\section*{Storage time of a short-base diode: solution key}

\subsection*{Problem}

A one-sided abrupt p$^+$n silicon diode has a neutral n base $0\le x\le W$, with the depletion edge at $x=0$ and an ohmic contact at $x=W$. It carries a steady forward current $I_F$. At $t=0$ the circuit imposes a constant reverse current of magnitude $I_R$. The storage time $t_s$ is the time at which the excess hole density at the depletion edge reaches zero.

(a) Lump the base into $N$ sites and solve $N=1$. (b) Solve $N=2$ in closed form. (c) Solve general $N$ and take the continuum limit. (d) Derive the logarithmic formula for $t_s$ and its range. (e) Evaluate for $W=3\ \mu$m and $I_F=I_R$. (f) Find the dependence on lifetime. (g) Estimate the neglected effects.

\subsection*{Conventions and inputs}

The excess hole density is $\delta p(x,t)$, and the hole current density $J=-qD\,\partial_x\delta p$ is positive along $+x$, from p to n. Injection is low, the whole junction current is hole diffusion current, and $W$ is fixed. The contact holds $\delta p(W,t)=0$. The law of the junction, $\delta p(0)=p_{n0}[\exp(qV/k_BT)-1]$, makes $\delta p(0)=0$ equivalent to zero junction voltage. We use
\begin{equation}
\theta=\frac{Dt}{W^2},\qquad u=\frac{qD\,\delta p}{W},\qquad r=\frac{I_R}{I_F+I_R},
\end{equation}
so that $u$ is a current density, and a prime means $d/d\theta$. The imposed current density is $J=J_F$ for $\theta<0$ and $J=-J_R$ for $\theta>0$.

Assumed inputs, all typical of a silicon diode at 300 K: base doping $N_D=3\times10^{16}$ cm$^{-3}$, hole diffusivity $D=10$ cm$^2$/s, lifetime $\tau=1\ \mu$s, emitter doping $N_A=10^{19}$ cm$^{-3}$, intrinsic density $n_i=10^{10}$ cm$^{-3}$, and $J_F=16$ A/cm$^2$. Parts (a) to (e) use only $W$ and $D$, which give $W^2/D=9.0$ ns.

\subsection*{(a) Lumped base and the one-site model}

Place sites at $x_j=jW/N$, $j=0,\dots,N-1$, and let $x_N=W$ be the contact, $u_N=0$. An interior site owns a cell of width $W/N$, and site 0 owns a half cell. The current between neighbours is $qD(\delta p_j-\delta p_{j+1})N/W=N(u_j-u_{j+1})$. Conservation of holes without recombination gives
\begin{align}
\frac{1}{2N}\,u_0'&=J-N(u_0-u_1),\\
\frac{1}{N}\,u_j'&=N(u_{j-1}-2u_j+u_{j+1}),\qquad 1\le j\le N-1 .
\end{align}
The steady state is $u_j=J(1-j/N)$, the straight line of the continuous base sampled at the sites, and its stored charge per area is $JW^2/2D$ for every $N$.

Since the equations are linear, the solution after the switch is the formal steady state for $J=-J_R$ plus a source-free transient that starts from the difference of the two steady states:
\begin{equation}
u_0(\theta)=-J_R+(J_F+J_R)\,S_N(\theta),\qquad S_N(0)=1 .
\end{equation}
Here $S_N$ is the value at site 0 of the source-free solution that starts from $1-j/N$. The storage time therefore obeys
\begin{equation}
S_N(\theta_s)=r ,
\end{equation}
and it depends on the currents only through their ratio.

For $N=1$ the single equation is $u_0'=2J-2u_0$, so $S_1=e^{-2\theta}$ and
\begin{equation}
t_s=\frac{W^2}{2D}\ln\!\left(1+\frac{I_F}{I_R}\right).
\end{equation}
This is the charge-control result with transit time $W^2/2D=4.5$ ns. It ties the edge density to the total charge, so both vanish together. One site has no profile shape, and it cannot show the prefactor $8/\pi^2$ found below.

\subsection*{(b) Two sites in closed form}

For $N=2$ the sites lie at $x=0$ and $x=W/2$:
\begin{equation}
\begin{pmatrix}u_0\\u_1\end{pmatrix}'=\begin{pmatrix}4J\\0\end{pmatrix}-K\begin{pmatrix}u_0\\u_1\end{pmatrix},\qquad K=\begin{pmatrix}8&-8\\-4&8\end{pmatrix}.
\end{equation}
The steady state is $J(1,\tfrac12)^T$. The secular equation $(8-\lambda)^2=32$ gives
\begin{equation}
\lambda_1=8-4\sqrt2=2.343,\qquad \lambda_3=8+4\sqrt2=13.66,
\end{equation}
with eigenvectors $(1,\pm1/\sqrt2)^T$; the odd labels are explained in (c). Write $K=8\cdot\mathbb{1}-B$, where $B$ has the off-diagonal entries 8 and 4 and $B^2=\kappa^2\mathbb{1}$ with $\kappa=4\sqrt2$. Then $e^{-K\theta}=e^{-8\theta}[\cosh(\kappa\theta)\mathbb{1}+\sinh(\kappa\theta)B/\kappa]$. Because $B(1,\tfrac12)^T=(4,4)^T$,
\begin{align}
u_0&=-J_R+(J_F+J_R)\,e^{-8\theta}\Big[\cosh\kappa\theta+\tfrac{1}{\sqrt2}\sinh\kappa\theta\Big],\\
u_1&=-\tfrac12J_R+(J_F+J_R)\,e^{-8\theta}\Big[\tfrac12\cosh\kappa\theta+\tfrac{1}{\sqrt2}\sinh\kappa\theta\Big].
\end{align}
The exact storage condition of the model is thus
\begin{equation}
r=w_1e^{-\lambda_1\theta_s}+w_3e^{-\lambda_3\theta_s},\qquad w_{1,3}=\frac{2\pm\sqrt2}{4}=\frac{2}{\lambda_{1,3}},
\end{equation}
with $w_1=0.8536$ and $w_3=0.1464$. The weights sum to one and each equals $2/\lambda$. Taking the logarithm gives a form suited to iteration,
\begin{equation}
\theta_s=\frac{1}{\lambda_1}\left\{\ln\frac{w_1}{r}+\ln\!\Big[1+(3-2\sqrt2)\,e^{-8\sqrt2\,\theta_s}\Big]\right\}.
\end{equation}
For $r=\tfrac12$ the first term alone gives $0.5348/2.343=0.2282$, and the converged root is $\theta_s=0.2334$.

Two features appear that one site lacks. The slow mode carries a weight below one, because the fast mode removes part of the edge density early while it reshapes the profile. And charge is left when the edge density vanishes: at $\theta_s$, $u_1=0.190\,J_F$. The cell of site 1 has width $W/2$, so it holds $u_1W^2/2D$, which is 19\,\% of the initial $J_FW^2/2D$.

\subsection*{(c) General $N$ and the continuum}

Try $c_j^{(m)}=\cos(m\pi j/2N)$. It vanishes at $j=N$ for odd $m$, and $m=1,3,\dots,2N-1$ supplies $N$ modes. At interior sites $c_{j-1}-2c_j+c_{j+1}=-4\sin^2(m\pi/4N)\,c_j$. At site 0, $2(c_0-c_1)=4\sin^2(m\pi/4N)\,c_0$ gives the same factor. Hence
\begin{equation}
\lambda_m=4N^2\sin^2\frac{m\pi}{4N}.
\end{equation}
The modes are orthogonal under the cell widths $g_0=1/2N$, $g_j=1/N$ as weights. Their norm is $\sum_jg_jc_j^2=\tfrac12$, because $\sum_{j=1}^{N-1}\cos(m\pi j/N)=0$ for odd $m$ (the terms $j$ and $N-j$ cancel). With $u_j=\sum_ma_mc_j^{(m)}$, projection gives $\tfrac12a_m'=J-\tfrac12\lambda_ma_m$, since the current enters at site 0 where $c_0=1$. The steady amplitude is $2J/\lambda_m$, so
\begin{equation}
S_N(\theta)=\sum_{m\ \mathrm{odd}}^{2N-1}\frac{2}{\lambda_m}\,e^{-\lambda_m\theta}.
\end{equation}
The cases $N=1,2$ reproduce (a) and (b). For $N\to\infty$ at fixed $m$, $\lambda_m\to m^2\pi^2/4$, and the condition becomes
\begin{equation}
\boxed{\frac{I_R}{I_F+I_R}=\sum_{m\ \mathrm{odd}}\frac{8}{m^2\pi^2}\exp\!\left(-\frac{m^2\pi^2Dt_s}{4W^2}\right)}
\end{equation}
The same series follows directly from $\partial_t\delta p=D\,\partial_x^2\delta p$. The transient has zero slope at $x=0$ and zero value at $x=W$, so its modes are $\cos(m\pi x/2W)$, and the initial line expands as $1-x/W=\sum_m(8/m^2\pi^2)\cos(m\pi x/2W)$. The two-site condition has exactly this structure, with $2.343$ in place of $\pi^2/4=2.467$ and $0.8536$ in place of $8/\pi^2=0.8106$.

\subsection*{(d) The logarithmic formula and its range}

Let $y=\exp(-\pi^2\theta_s/4)$ and $y_0=\pi^2r/8$. The boxed condition reads $y\,(1+y^8/9+y^{24}/25+\dots)=y_0$. Keeping the first term, $y=y_0$,
\begin{equation}
t_s^{(1)}=\frac{4W^2}{\pi^2D}\ln\frac{8(I_F+I_R)}{\pi^2I_R}.
\end{equation}
The omitted terms are positive, so $t_s^{(1)}$ is a lower bound on $t_s$. To next order $\ln(1/y)=\ln(1/y_0)+y_0^8/9$, and the relative shortfall is about $y_0^8/[9\ln(1/y_0)]$. It grows with $r$ and equals 0.48\,\% at $r=\tfrac12$. The formula is thus good to half a per cent or better for $I_R\le I_F$. It reaches zero at $y_0=1$, that is at $I_R/I_F=8/(\pi^2-8)=4.28$, and is negative beyond, whereas the true $t_s$ stays positive.

For large $I_R$ a short-time form is needed. With $\sum_m2/(s+\lambda_m)=\tanh\sqrt s/\sqrt s$ (derived in (f)) and $\sum_m2/\lambda_m=1$, the Laplace transform of $S\equiv S_\infty$ in $\theta$ is
\begin{equation}
\tilde S(s)=\sum_m\frac{2}{\lambda_m(s+\lambda_m)}=\frac1s-\frac{\tanh\sqrt s}{s^{3/2}} .
\end{equation}
At large $s$, $\tanh\sqrt s=1-2e^{-2\sqrt s}+\dots$, and $s^{-3/2}$ inverts to $2\sqrt{\theta/\pi}$. So $S=1-2\sqrt{\theta/\pi}$ up to terms that carry the factor $e^{-1/\theta}$, and
\begin{equation}
t_s\simeq\frac{\pi W^2}{4D}\left(\frac{I_F}{I_F+I_R}\right)^2 .
\end{equation}
No finite chain has this limit. Its initial slope is $S_N'(0)=-2N$, so $\theta_s\to(1-r)/2N$ falls linearly in $1-r$, while the continuum falls quadratically. Values of $\theta_s$:
\begin{center}
\begin{tabular}{cccccc}
$I_R/I_F$ & 1 site & 2 sites & full series & one mode & short time\\\hline
0.1 & 1.1989 & 0.9558 & 0.8867 & 0.8867 & 0.6491\\
1 & 0.3466 & 0.2334 & 0.1967 & 0.1958 & 0.1963\\
3 & 0.1438 & 0.0829 & 0.0491 & 0.0315 & 0.0491
\end{tabular}
\end{center}
At $I_R=3I_F$ the one-mode value is 36\,\% low. At $I_R=I_F$ both limiting forms hold: one mode is 0.47\,\% low and the short-time form 0.19\,\% low.

\subsection*{(e) Numbers for $W=3\ \mu$m, $I_F=I_R$}

The slowest time constant is $4W^2/\pi^2D=3.65$ ns and $\ln(16/\pi^2)=0.4831$, so $t_s^{(1)}=1.76$ ns. The root of the full series gives $1.77$ ns. The chain converges to it from above:
\begin{center}
\begin{tabular}{cccccccc}
$N$ & $\lambda_1$ & $w_1$ & $\lambda_3$ & $w_3$ & $\theta_s$ & $t_s$ (ns) & excess\\\hline
1 & 2 & 1 & -- & -- & 0.3466 & 3.12 & 76\,\%\\
2 & 2.343 & 0.8536 & 13.66 & 0.1464 & 0.2334 & 2.10 & 19\,\%\\
4 & 2.436 & 0.8211 & 19.75 & 0.1012 & 0.2051 & 1.85 & 4.2\,\%\\
$\infty$ & 2.467 & 0.8106 & 22.21 & 0.0901 & 0.1967 & 1.77 & --
\end{tabular}
\end{center}
Each doubling of $N$ divides the excess by about four, as expected from $\lambda_m=(m^2\pi^2/4)[1-m^2\pi^2/48N^2+\dots]$. The third figure in the $t_s$ column serves only to compare the models with one another.

The charge left in the continuous base follows by integrating the profile, with $\int_0^W\cos(m\pi x/2W)\,dx=(2W/m\pi)\sin(m\pi/2)$:
\begin{equation}
Q(\theta)=\frac{W^2}{D}\left[-\frac{J_R}{2}+(J_F+J_R)\sum_{m\ \mathrm{odd}}\frac{16\sin(m\pi/2)}{m^3\pi^3}\,e^{-m^2\pi^2\theta/4}\right].
\end{equation}
At $\theta_s$ this is 27\,\% of the initial 72 nC/cm$^2$, or 19 nC/cm$^2$. The junction has withdrawn $J_Rt_s=28$ nC/cm$^2$, and the remainder has gone into the contact. The charge-control model waits until all charge is gone, which is why it overestimates $t_s$.

\subsection*{(f) Lifetime}

Recombination adds $-\delta p/\tau$ to the continuity equation. With $L^2=D\tau$ and $\varepsilon=W^2/L^2$, every rate shifts, $\lambda_m\to\lambda_m+\varepsilon$, while the modes and the source stay the same. The steady amplitudes become $2J/(\lambda_m+\varepsilon)$. The continuous steady profile is $u=J\sinh[\sqrt\varepsilon(1-x/W)]/(\sqrt\varepsilon\cosh\sqrt\varepsilon)$, and its value at $x=0$ must equal the sum of the amplitudes, which proves $\sum_m2/(\lambda_m+\varepsilon)=\tanh\sqrt\varepsilon/\sqrt\varepsilon$. The condition for any $W/L$ is
\begin{equation}
r\,\frac{\tanh\sqrt\varepsilon}{\sqrt\varepsilon}=\sum_{m\ \mathrm{odd}}\frac{2}{\lambda_m+\varepsilon}\,e^{-(\lambda_m+\varepsilon)\theta_s},\qquad\lambda_m=\frac{m^2\pi^2}{4}.
\end{equation}
Keep $m=1$, use $\tanh\sqrt\varepsilon/\sqrt\varepsilon=1-\varepsilon/3+\dots$ and expand to first order:
\begin{equation}
\delta\theta_s=-\frac{4\varepsilon}{\pi^2}\left(\theta_s+\frac{4}{\pi^2}-\frac13\right),\qquad\frac{4}{\pi^2}-\frac13=0.0720 .
\end{equation}
At $r=\tfrac12$ this is $\delta\theta_s/\theta_s=-0.55\,\varepsilon$. For $\tau=1\ \mu$s, $L=31.6\ \mu$m and $\varepsilon=0.009$. The root of the full condition moves from 0.1967 to 0.1958, a fall of 0.5\,\%. A tenfold shorter lifetime lowers $t_s$ by 5\,\%. The storage time is therefore independent of lifetime to leading order, with a relative correction of order $W^2/L^2$.

In the opposite limit $W\gg L$, put $k_m=m\pi/2W$, whose spacing is $\pi/W$. The sum becomes an integral,
\begin{equation}
r=\frac{2}{\pi}\int_0^\infty\frac{e^{-(1+z^2)t_s/\tau}}{1+z^2}\,dz=\operatorname{erfc}\sqrt{t_s/\tau},\qquad z=kL,
\end{equation}
which is the long-base result $\operatorname{erf}\sqrt{t_s/\tau}=I_F/(I_F+I_R)$ of Kingston (1954). For $I_F=I_R$ it gives $t_s=0.227\,\tau$, or 227 ns. In the short base the contact takes over from recombination as the sink.

\subsection*{(g) Neglected effects}

\emph{Injection level.} The forward edge density is $\delta p(0)=J_FW/qD=3.0\times10^{15}$ cm$^{-3}$, or $0.10\,N_D$. The field that keeps the base neutral adds a drift current of relative order $\delta p/N_D$, so about 10\,\% at the edge at the start and less elsewhere.

\emph{Electron injection.} The saturation current density of the base is $qDn_i^2/N_DW=1.8\times10^{-11}$ A/cm$^2$. A typical emitter value of $10^{-12}$ A/cm$^2$ is 6\,\% of that.

\emph{Depletion charge.} This term rivals the stored charge. With $k_BT/q=25.85$ mV, non-degenerate statistics give $V_{bi}=(k_BT/q)\ln(N_AN_D/n_i^2)=0.921$ V, and $p_{n0}=n_i^2/N_D$ gives a forward voltage $V_F=0.712$ V. The depletion approximation, rough under forward bias, has
\begin{equation}
w(V)=\sqrt{2\epsilon_r\epsilon_0(V_{bi}-V)/qN_D},
\end{equation}
with the static dielectric constant $\epsilon_r=11.7$ (compiled value, Ioffe Institute). Then $w(V_F)=0.095\ \mu$m and $w(0)=0.199\ \mu$m. The widening by $0.104\ \mu$m is 3.5\,\% of $W$, and it requires the charge
\begin{equation}
Q_j=qN_D[w(0)-w(V_F)]=50\ \mathrm{nC/cm^2},
\end{equation}
more than the 28 nC/cm$^2$ that flows during $t_s$.

Most of $Q_j$ is needed late, since $V$ follows $\ln\delta p(0)$. While $\delta p(0)$ falls to a tenth, which at $r=\tfrac12$ means $2S-1=0.1$ and $t=1.43$ ns, the voltage drops by only 60 mV. The depletion layer takes 6.1 nC/cm$^2$ over that drop, 27\,\% of the 23 nC/cm$^2$ supplied. The diffusion result thus locates the end of the voltage plateau, to within a few tens of per cent.

The time $t_0$ at which $V$ crosses zero follows from the charge balance $J_Rt_0=Q_j+Q_{\rm ex}$, where $Q_{\rm ex}$ is the hole charge withdrawn at the edge. Extraction is greatest if the edge absorbs perfectly from the start. A hole at $x$ then leaves through $x=0$ with probability $1-x/W$, and weighting the initial triangle gives $Q_{\rm ex}<J_FW^2/3D=48$ nC/cm$^2$, so $t_0<6.1$ ns at fixed $W$. The estimate $Q_{\rm ex}\approx J_Rt_s$ gives $t_0\approx t_s+Q_j/J_R=1.8+3.1=4.9$ ns.

\subsection*{Result}

The two-site chain gives exactly $r=\sum_m(2/\lambda_m)e^{-\lambda_m\theta_s}$, and the continuum law is the same sum with $\lambda_m=m^2\pi^2/4$. For $I_F=I_R$, $t_s=0.197\,W^2/D$, which the one-mode logarithm reproduces to 0.5\,\% and which a lifetime of $1\ \mu$s changes by 0.5\,\%. With the assumed $D$ the model's storage time is 1.8 ns. Fast silicon switching diodes typically recover in a few nanoseconds at $I_F=I_R$, the same order. For this diode the model's $t_s$ is shorter than the estimated zero crossing of the junction voltage by a factor of about 2.8, because it omits the depletion charge.